**Student:** I need the impedance that the generator sees in a ferrite-core N$_2$/H$_2$ source at 400 kHz. My notes give $R_p=\pi R/(\sigma_{dc}l\delta)$ with $\delta=c/\omega_p$. Why can't I just use that?

**Lecturer:** Start from the circuit, with time dependence $e^{i\omega t}$. Winding 1 drives the closed plasma loop 2:
$$V=i\omega L_{11}I_1+i\omega L_{12}I_2,\qquad 0=i\omega L_{12}I_1+[R_p+i\omega(L_{22}+L_p)]I_2 .$$
Eliminating $I_2$,
$$Z_s=\frac{V}{I_1}=i\omega L_{11}+\frac{\omega^2L_{12}^2}{R_p+i\omega(L_{22}+L_p)} .$$
The resistivity is $m(\nu+i\omega)/ne^2$, so electron inertia gives $L_p=R_p/\nu$. Your $R_p$ belongs to an $N$-turn solenoid of radius $b$ and length $l$ around plasma of radius $R$, with current decaying as $e^{-x/\delta}$ and $\nu\ll\omega$. There $L_{11}=\mu_0\pi b^2N^2/l$ and $L_{12}=NL_{22}=\mu_0\pi R^2N/l$, while $L_p/L_{22}=\delta/R$. For $\delta\ll R$ and $\delta\ll b-R$, $Z_s=R_s+i\omega L_s$ has $R_s=N^2R_p$ and $L_s=\mu_0\pi N^2(b^2-R^2)/l$.

**Student:** And the torus breaks that?

**Lecturer:** The circuit survives and the skin does not. Take illustrative inputs: 2 torr, gas at 2000 K, $T_e=2$ eV, a constant momentum-transfer cross section $\sigma_m\approx10$ Å$^2$, axial density $n_0=10^{19}$ m$^{-3}$, a dielectric tube of radius $a=1.5$ cm bent to major radius $R_0=8$ cm, and $N=2$ turns on ferrite with typical $\mu_r=2000$, area $A_c=16$ cm$^2$ and path $l_c=25$ cm. Estimate it by hand.

**Student:** Gas density about $10^{22}$ m$^{-3}$ and electron speed about $10^6$ m/s, so $\nu\approx10^9$ s$^{-1}$, far above $\omega=2.5\times10^6$ s$^{-1}$. With $e^2/m\approx3\times10^{-8}$ in SI, $\sigma\approx300$ S/m. If the current fills the tube, 0.5 m long and 7 cm$^2$ in section, $R_p\approx2.4\ \Omega$. The core links both circuits with one flux, so I call the transformer ideal: $R_s\approx4R_p\approx9.5\ \Omega$, with no reactance.

**Lecturer:** Now carefully. The gas density is $n_g=p/k_BT=9.66\times10^{21}$ m$^{-3}$, the free path $\lambda=1/n_g\sigma_m=1.04$ mm, and the mean speed $\bar v=(8k_BT_e/\pi m)^{1/2}=9.46\times10^5$ m/s. For Maxwellian electrons and $\nu\gg\omega$, $\sigma=ne^2\langle v^2/\nu(v)\rangle/3k_BT_e$. With $\nu(v)=v/\lambda$ this is $ne^2/m\nu$, where
$$\nu=\frac{3\pi}{8}\frac{\bar v}{\lambda}=1.08\times10^9\ \mathrm{s^{-1}},$$
so $\sigma_0=262$ S/m on the axis and $\omega/\nu=0.0023$.

**Student:** But $c/\omega_p$ is 1.7 mm, much less than $a$.

**Lecturer:** That length needs $\nu\ll\omega$. Here the skin depth is $(2/\omega\mu_0\sigma_0)^{1/2}=4.9$ cm, larger than $a$, so the field along the tube is nearly uniform and you were right to fill it. But the density falls toward the wall. Assume the diffusion profile $n_0J_0(j\rho/a)$, with $\rho$ the distance from the tube axis and $j=2.405$. Its area average is $2J_1(j)/j=0.432$, so
$$R_p=\frac{2\pi R_0}{0.432\,\sigma_0\pi a^2}=6.3\ \Omega .$$
The core gives the one-turn inductance $L_m=\mu_0\mu_rA_c/l_c=16.1\ \mu$H, so $\omega L_m=40.4\ \Omega$. For a primary wound tightly on the core, $L_{11}=N^2L_m$, $L_{12}=NL_m$ and $L_{22}=L_m+L_\ell$. The leakage $L_\ell$ is the air inductance of the ring, $\mu_0R_0[\ln(8R_0/a)-2+\tfrac12]=0.23\ \mu$H, where $\tfrac12$ is the internal part for a $J_0$ current. With $X=\omega(L_\ell+L_p)=0.569+0.015=0.584\ \Omega$,
$$Z_s=N^2\frac{i\omega L_m(R_p+iX)}{R_p+i(X+\omega L_m)},$$
which is the plasma branch in parallel with $L_m$. Define
$$f=\frac{1}{(1+X/\omega L_m)^2+(R_p/\omega L_m)^2}=0.949 .$$
Then $R_s=N^2fR_p$ and $X_s=N^2f\,[X+(R_p^2+X^2)/\omega L_m]$, and the model gives $Z_s\approx(24+6.0\,i)\ \Omega$, a phase of $14^\circ$.

**Student:** That is 2.5 times my resistance. I blame the ideal transformer.

**Lecturer:** Wrong suspect. The ratio is a product of four factors:

| Source | Factor on $R_s$ |
|---|---|
| rounding | 0.97 |
| velocity average $3\pi/8$ | 1.18 |
| profile $j/2J_1(j)$ | 2.32 |
| transformer $f$ | 0.95 |

Your roundings nearly cancelled: $\nu$ rounded up was offset by $e^2/m$ rounded up. The profile dominates, because you gave the whole section the axial density, while most of the area lies at large radius. The transformer factor works the other way and is small. In $1/f-1$, leakage supplies 0.029 and the current diverted into $L_m$ supplies 0.024.

**Student:** If it is that close to ideal, why $14^\circ$?

**Lecturer:** The magnetising current is nearly in quadrature. It changes $R_s$ at second order in $R_p/\omega L_m=0.16$ but the phase at first order. In the bracket of $X_s$ it gives $0.99\ \Omega$ against $0.58\ \Omega$ from $X$.

**Student:** I don't trust $J_0$. Molecular ions recombine.

**Lecturer:** A fair objection. With typical values, a recombination coefficient near $3\times10^{-14}$ m$^3$/s and an ambipolar diffusion coefficient $D_a$ near 1 m$^2$/s, recombination on the axis runs at $3\times10^5$ s$^{-1}$ against $D_a(j/a)^2=2.6\times10^4$ s$^{-1}$. That flattens the profile, and the flat limit is $R_p=2.7\ \Omega$. Gas heating acts oppositely: a hot, thin core has larger $E/n_g$ and concentrates the ionisation. So $J_0$ is an assumed shape, and the largest factor is the least certain.

**Student:** What else rivals your 0.95?

**Lecturer:** Two things. Electron-ion scattering adds $C/v^3$ to $\nu(v)$, with $C=ne^4\ln\Lambda/4\pi\epsilon_0^2m^2$. It multiplies $\sigma$ by $\int_0^\infty x^3e^{-x}dx/(x^2+s)$, where $x=mv^2/2k_BT_e$ and $s=C\lambda\,(m/2k_BT_e)^2$. For $\ln\Lambda\approx9$, $s=0.15$ on the axis and $\sigma_0$ drops by 12 %, with a smaller drop outward, so at given $n_0$ the resistance is higher than I computed. The second is core loss. At 5 kW in the plasma, $I_2=(P/R_p)^{1/2}=28$ A rms, and the peak flux density $\sqrt2\,I_2|R_p+iX|/\omega A_c$ is 63 mT. A typical ferrite loss near 250 kW/m$^3$ in 400 cm$^3$ is then 100 W, or 2 %. Two figures are already generous.

**Student:** Is this a realistic source?

**Lecturer:** The model has 14 A rms in the primary and $I_2R_p=0.18$ kV around the loop. I chose the inputs to give tens of amperes and a loop voltage of that order, as is typical of multi-kilowatt toroidal sources, so these numbers are the model's. In operation $n_0$ is not free: particle balance roughly fixes $E/n_g$ and hence the loop voltage, the density follows the current, and $R_p$ falls as the power rises.